# Peschel's formula: the reduced density matrix of free fermions from the correlation matrix

For a Gaussian state of fermions, the $2^{N_A}\times2^{N_A}$ reduced density matrix of a region $A$ is fixed by an $N_A\times N_A$ matrix of two-point functions (Peschel, 2003). Energies on this page are in eV. Entanglement levels are dimensionless, and entropies are in nats (natural logarithm, $k_B=1$).

## Premises and notation

1. There are $N$ orthonormal fermion modes with $\{c_i,c_j^\dagger\}=\delta_{ij}$ and $\{c_i,c_j\}=0$. They are split into a set $A$ of $N_A$ modes and its complement $B$. Spin is part of the mode label.
2. The state is diagonal in the occupations of some orthonormal modes $d_k$, with $c_j=\sum_k U_{jk}d_k$ and $U$ unitary, and the occupations are independent:
$$\rho=\prod_{k=1}^{N}\left[(1-n_k)(1-d_k^\dagger d_k)+n_k\,d_k^\dagger d_k\right],\qquad 0\le n_k\le1 .$$
A Slater determinant has every $n_k$ equal to 0 or 1. The grand-canonical state of a quadratic, number-conserving Hamiltonian with levels $E_k$ has $n_k=1/(e^{\beta(E_k-\mu)}+1)$.
3. The correlation matrix is $C_{ij}=\langle c_i^\dagger c_j\rangle=\sum_kU^*_{ik}n_kU_{jk}$. It is Hermitian with eigenvalues $n_k$. $C_A$ is its block with $i,j\in A$.

## Step 1: what fixes $\rho_A$

Order the modes of $A$ first in every Fock state. Fock space is then $\mathcal F_A\otimes\mathcal F_B$, and $c_i$ with $i\in A$ acts on the first factor alone. The partial trace obeys $\mathrm{Tr}_A(\rho_AO)=\langle O\rangle$ for every $O$ built from modes of $A$.

Every matrix unit on $\mathcal F_A$ has the form $c^\dagger\cdots c^\dagger\,|0\rangle\langle0|\,c\cdots c$ with $|0\rangle\langle0|=\prod_{i\in A}(1-c_i^\dagger c_i)$. Anticommuting turns it into a sum of normal-ordered monomials $c^\dagger_{i_1}\cdots c^\dagger_{i_n}c_{j_m}\cdots c_{j_1}$. These monomials therefore span all operators on $\mathcal F_A$, and **two density matrices on $A$ that agree on all of them are equal**. The expectation values make no reference to the ordering of modes, so neither does $\rho_A$ as an operator in the $c_i$.

## Step 2: Wick's theorem

The state commutes with every $d_k^\dagger d_k$, so monomials with $n\ne m$ average to zero. For $n=m$ in the $d$ basis,
$$\langle d^\dagger_{k_1}\cdots d^\dagger_{k_n}d_{l_n}\cdots d_{l_1}\rangle=\det\left[n_{k_a}\delta_{k_al_b}\right]_{a,b=1}^{n}.$$
The cases are as follows. If two $k$ or two $l$ coincide, the operator vanishes and the determinant has two equal rows or columns. If the $l$ are not a permutation of the $k$, the operator changes an occupation and the determinant has a zero row. Otherwise, reordering the annihilators gives the sign of the permutation times $\prod_a d^\dagger_{k_a}d_{k_a}$, whose average is $\prod_an_{k_a}$ by independence. The determinant has the same value.

Both sides are linear in each creation operator (a row) and each annihilation operator (a column). Multiplying by $\prod_aU^*_{i_ak_a}\prod_bU_{j_bl_b}$ and summing over all $k$ and $l$ gives
$$\langle c^\dagger_{i_1}\cdots c^\dagger_{i_n}c_{j_n}\cdots c_{j_1}\rangle=\det\left[C_{i_aj_b}\right].$$
If all indices lie in $A$, only elements of $C_A$ appear.

## Step 3: constructing $\rho_A$

For a unit vector $v$ supported on $A$, $v^\dagger C_Av=v^\dagger Cv\in[0,1]$, so the eigenvalues $z_k$ of $C_A$ lie in $[0,1]$. Write $C_A^T=VzV^\dagger$ with $V$ unitary and $z=\mathrm{diag}(z_k)$. Define $f_k=\sum_{j\in A}V^*_{jk}c_j$, so that $c_j=\sum_kV_{jk}f_k$. Take the trial state
$$\tilde\rho=\prod_{k=1}^{N_A}\left[(1-z_k)(1-f_k^\dagger f_k)+z_kf_k^\dagger f_k\right].$$
It is positive with unit trace. Its two-point function is $\sum_kV^*_{ik}z_kV_{jk}=(VzV^\dagger)_{ji}=(C_A)_{ij}$. It has the form of premise 2, so Step 2 applies to it and yields the same determinants as in $\rho$. By Step 1, $\rho_A=\tilde\rho$.

## Step 4: the entanglement Hamiltonian

Let $0<z_k<1$. Since $f^\dagger f$ is a projector, $e^{-\varepsilon f^\dagger f}=(1-f^\dagger f)+e^{-\varepsilon}f^\dagger f$. Each factor of $\tilde\rho$ thus equals $(1-z_k)\,e^{-\varepsilon_kf_k^\dagger f_k}$ when $e^{-\varepsilon_k}=z_k/(1-z_k)$:
$$\varepsilon_k=\ln\frac{1-z_k}{z_k},\qquad z_k=\frac1{e^{\varepsilon_k}+1}.$$
The factors commute, so the exponents add. Inserting $f_k^\dagger f_k=\sum_{ij}V_{ik}V^*_{jk}c_i^\dagger c_j$ gives $\sum_k\varepsilon_kf_k^\dagger f_k=\sum_{ij}h_{ij}c_i^\dagger c_j$ with $h=V\varepsilon V^\dagger$. This is the function $\ln[(1-z)/z]$ of the matrix $C_A^T$. A function of a transposed matrix is the transpose of the function, hence
$$\boxed{\rho_A=\frac1Z\exp\Big(-\sum_{i,j\in A}h_{ij}c_i^\dagger c_j\Big),\qquad h^T=\ln\frac{1-C_A}{C_A},\qquad Z=\prod_k\left(1+e^{-\varepsilon_k}\right)}$$
The transpose comes from the index order in $C_{ij}=\langle c_i^\dagger c_j\rangle$. It leaves the levels unchanged and matters only for complex $C_A$. A mode with $z_k=0$ or $1$ has $\varepsilon_k=\pm\infty$, and the product form of Step 3 still holds for it.

## Step 5: spectrum and entropy

The eigenvalues of $\rho_A$ are $\prod_kz_k^{\nu_k}(1-z_k)^{1-\nu_k}$ with $\nu_k\in\{0,1\}$. This is a product of independent two-outcome distributions, whose entropies add:
$$S_A=-\mathrm{Tr}\,\rho_A\ln\rho_A=-\sum_k\left[z_k\ln z_k+(1-z_k)\ln(1-z_k)\right].$$
A level contributes nothing at $z=0$ or $1$ and at most $\ln2$, reached at $z=1/2$. A level at $z=1/2$ makes every eigenvalue of $\rho_A$ at least doubly degenerate, because $\nu=0$ and $\nu=1$ carry equal weight.

## Step 6: pure states

For a Slater determinant $n_k^2=n_k$, so $C^2=C$. With off-diagonal blocks $C_{AB}=C_{BA}^\dagger$, the $AA$ and $BA$ blocks of this equation read
$$C_{AB}C_{BA}=C_A(1-C_A),\qquad C_{BA}C_A=(1-C_B)\,C_{BA}.$$
Let $C_Av=zv$ with $0<z<1$, and $u=C_{BA}v$. The first relation gives $\|u\|^2=z(1-z)\|v\|^2$, so $u\ne0$. The second gives $zu=(1-C_B)u$, that is $C_Bu=(1-z)u$. So $C_{BA}$ maps the $z$ eigenspace of $C_A$ injectively into the $1-z$ eigenspace of $C_B$. Exchanging $A$ and $B$ gives an injection in the other direction, so the multiplicities are equal:
$$z^B_k=1-z^A_k,\qquad\varepsilon^B_k=-\varepsilon^A_k\qquad(0<z_k<1).$$
The entropy per level is symmetric under $z\to1-z$, so $S_A=S_B$. At most $\min(N_A,N_B)$ levels are nontrivial.

## The SSH chain: a level at $z=1/2$

The Su–Schrieffer–Heeger model of *trans*-polyacetylene, with the lattice frozen, has one $\pi$ orbital per carbon. For each spin,
$$H=-\sum_jt_j\left(c_j^\dagger c_{j+1}+c_{j+1}^\dagger c_j\right),$$
with $t_j$ alternating between $t_s$ (strong, short bond) and $t_w$ (weak, long bond), and $k=t_w/t_s<1$. The chain is half filled, and the two spins give identical, independent copies. Write the one-particle matrix as $-T$. If $T$ has no zero eigenvalue, the occupied orbitals are those with $T>0$, and $C=\tfrac12(1+\operatorname{sgn}T)$, which is real.

**Counting argument.** Let $\Sigma=\mathrm{diag}((-1)^j)$. Then $\Sigma T\Sigma=-T$, so $\Sigma\operatorname{sgn}T\,\Sigma=-\operatorname{sgn}T$, and $C-\tfrac12$ connects only odd with even sites. Its restriction to $A$ has the same structure, with an off-diagonal block of size $n_{\rm odd}\times n_{\rm even}$. Two things follow. The levels are symmetric under $z\to1-z$. The block has rank at most $\min(n_{\rm odd},n_{\rm even})$, so at least $|n_{\rm odd}-n_{\rm even}|$ levels sit exactly at $z=1/2$. A polyene with an even number of sites begins and ends with a strong bond. A single cut through a strong bond leaves an odd number of sites in $A$ and forces the level. A cut through a weak bond does not force it.

**Infinite chain.** Counting does not show where the mode sits, so we construct it. Let $A$ be the sites $1,2,\dots$ with the strong bond $(0,1)$ cut. Put amplitudes $\psi_n$ on the odd sites $2n+1$ and define $\psi(w)=\sum_n\psi_nw^n$ on $|w|=1$. Site $2m+2$ receives $t_w\psi_m+t_s\psi_{m+1}$ under $T$, which is multiplication by $t_sw^{-1}(1+kw)$. In the translation-invariant chain, $\operatorname{sgn}T$ divides this by its modulus $t_s\sqrt{(1+kw)(1+k/w)}$:
$$q(w)=w^{-1}\sqrt{\frac{1+kw}{1+k/w}} .$$
A $z=1/2$ mode of $C_A$ needs $\psi$ with powers $\ge0$ only and $q\psi=\eta$ with powers $\le-1$ only, so that nothing lands on the even sites of $A$. Rearranged,
$$(1+kw)^{1/2}\psi=w\,(1+k/w)^{1/2}\eta .$$
For $k<1$ both roots have convergent one-sided series. The left side has powers $\ge0$ and the right side powers $\le0$, so both equal a constant. The solution is unique up to normalisation:
$$\psi(w)\propto(1+kw)^{-1/2},\qquad\psi_n\propto(-k)^n\binom{2n}{n}4^{-n},\qquad\sum_{n\ge0}k^{2n}\binom{2n}{n}^216^{-n}=\frac2\pi K(k),$$
where $K(k)=\int_0^{\pi/2}(1-k^2\sin^2\theta)^{-1/2}d\theta$. The last equality follows from expanding the integrand and integrating term by term. The weight on the site next to the cut is $\pi/2K(k)$.

On the even sites the multiplier is $\bar q=1/q$. The condition becomes $(1+kw)^{-1/2}\chi=w^{-1}(1+k/w)^{-1/2}\eta$, which equates powers $\ge0$ with powers $\le-2$, so $\chi=0$. For a weak cut the multiplier is $\sqrt{(1+k/w)/(1+kw)}$ or its inverse. Powers $\ge0$ must then equal powers $\le-1$, and both sublattices give zero. A half-infinite chain therefore has exactly one midgap level per spin for a strong cut and none for a weak cut. As $k\to1$, $K$ diverges and the mode ceases to be normalisable.

## Range of validity

- **Gaussian, number-conserving states only.** The proof rests on Step 2. Interacting states, superpositions of determinants and canonical (fixed-$N$) thermal states generally violate it. For them $C_A$ no longer determines $\rho_A$. States with pairing need $\langle c_ic_j\rangle$ as well.
- **Orthonormal modes.** The partition is one of modes, not of particles. Overlapping atomic orbitals must first be orthogonalised, and the result depends on how this is done.
- **Mixed states.** Steps 1 to 5 hold at any temperature, and Step 6 does not. $S_A$ then includes thermal entropy and does not measure entanglement.
- **Levels near 0 and 1.** The relative rounding error of $z$ or $1-z$ becomes an absolute error of $\varepsilon$, so large $|\varepsilon_k|$ need extended precision. $S_A$ is insensitive to them.
- **Midgap level.** It needs half filling, a unique gapped ground state and a protecting symmetry. Sublattice symmetry was used above. Inversion about the cut bond also serves: it makes the spectra of $A$ and $B$ equal, Step 6 then makes them symmetric under $z\to1-z$, and nontrivial levels join or leave 0 and 1 only in pairs, so an odd count keeps one at $1/2$. A staggered site potential breaks both symmetries. A finite segment with two strong cuts has balanced sublattices, and its two edge modes are not pinned individually. They form a pair $1/2\pm\delta$, with $\delta$ set by their coupling across the segment.
- **Electron repulsion is not small in polyenes.** A typical unscreened on-site value for carbon $\pi$ orbitals is $U\approx11$ eV. Its effect is estimated at the end of the illustration.

## Numerical illustration

Take the typical values $t_s=2.85$ eV and $t_w=2.15$ eV as inputs. Then $k=0.7544$. The infinite-chain bands are $\pm|t_w+t_s/w|$, so the gap is $2(t_s-t_w)=1.4$ eV. All digits below come from unrounded intermediates and characterise the model.

**Six sites, bonds s w s w s, three electrons per spin.** The mirror $j\to7-j$ splits $T/t_s$ into $3\times3$ blocks on sites 1 to 3,
$$M_\pm=\begin{pmatrix}0&1&0\\1&0&k\\0&k&\pm1\end{pmatrix},\qquad M_-=-\Sigma M_+\Sigma .$$
The eigenvalues of $M_+$ solve $x^3-x^2-(1+k^2)x+1=0$. The cubic is negative at large negative $x$, equals $1$ at $x=0$ and $-k^2$ at $x=1$, so it has one negative and two positive roots. Let $v$ be the unit eigenvector of the negative root. The occupied orbitals are the two positive-root vectors of $M_+$, which span $1-vv^T$, and the vector $\Sigma v$ of $M_-$. Each has half its weight on sites 1 to 3, so there
$$C_A=\tfrac12\left(1-vv^T+\Sigma vv^T\Sigma\right),\qquad C_{12}=-v_1v_2,\quad C_{23}=-v_2v_3,\quad C_{13}=0,\quad C_{jj}=\tfrac12 .$$
The negative root is $x=-1.1417$. The first and third rows of the eigenvalue equation give $v_1/v_2=1/x=-0.8759$ and $v_3/v_2=k/(x-1)=-0.3522$, and normalisation gives $v_2^2=0.5287$. Hence $C_{12}=0.4631$ and $C_{23}=0.1862$.

For the strong cut, $A=\{1,2,3\}$ and $z=\tfrac12,\ \tfrac12\pm\sigma$ with $\sigma=\sqrt{C_{12}^2+C_{23}^2}=0.499174$. For the weak cut, $A=\{1,2\}$ and $z=\tfrac12\pm C_{12}$.

| cut | $z_k$ | $\varepsilon_k$ | $S_A$ per spin | $S_A$, both spins |
|---|---|---|---|---|
| strong, 3–4 | 0.000826, 1/2, 0.999174 | 7.098, 0, −7.098 | 0.7065 | 1.413 |
| weak, 2–3 | 0.0369, 0.9631 | 3.263, −3.263 | 0.3157 | 0.631 |

At the strong cut the midgap level supplies $\ln2=0.6931$ and the outer pair $0.0134$. For the weak cut, the four-site block $C_B$ has the same two nontrivial levels plus one 0 and one 1, as Step 6 and $\mathrm{Tr}\,C_B=2$ require. The midgap vector is proportional to $(C_{23},0,-C_{12})$, with weight $C_{12}^2/\sigma^2=0.861$ on site 3, next to the cut.

**Infinite chain.** $K(k)=1.9175$, so the midgap mode has weight $0.819$ on the first site from the cut. It has $0.117$ on the third site (relative factor $k^2/4$) and $0.037$ on the fifth (relative factor $9k^4/64$). The exponential part of the amplitude decays over $1/\ln(1/k)=3.5$ two-carbon cells. This exceeds the half-length of the six-site chain, so the table is not the long-chain limit, while $z=1/2$ is exact in both.

**Size of the interaction effect.** For one isolated strong bond with two electrons and on-site repulsion $U$, the ground state mixes the covalent singlet (energy 0) and the symmetric ionic state (energy $U$) through the matrix element $-2t_s$. The one-site density matrix has weight $p$ for the empty and for the doubly occupied site and $\tfrac12-p$ for each spin state, with
$$p=\tfrac14\left[1-\frac{U}{\sqrt{U^2+16t_s^2}}\right].$$
At $U=0$ all four weights are $1/4$ and $S=2\ln2=1.386$. At $U=11$ eV the weights are $0.076$ and $0.424$, and $S=1.12$. The site occupation per spin is $p+(\tfrac12-p)=\tfrac12$ for any $U$, so Peschel's formula would still return $2\ln2$. The fourfold degeneracy of the free model splits into two doublets, a change that $C_A$ does not register.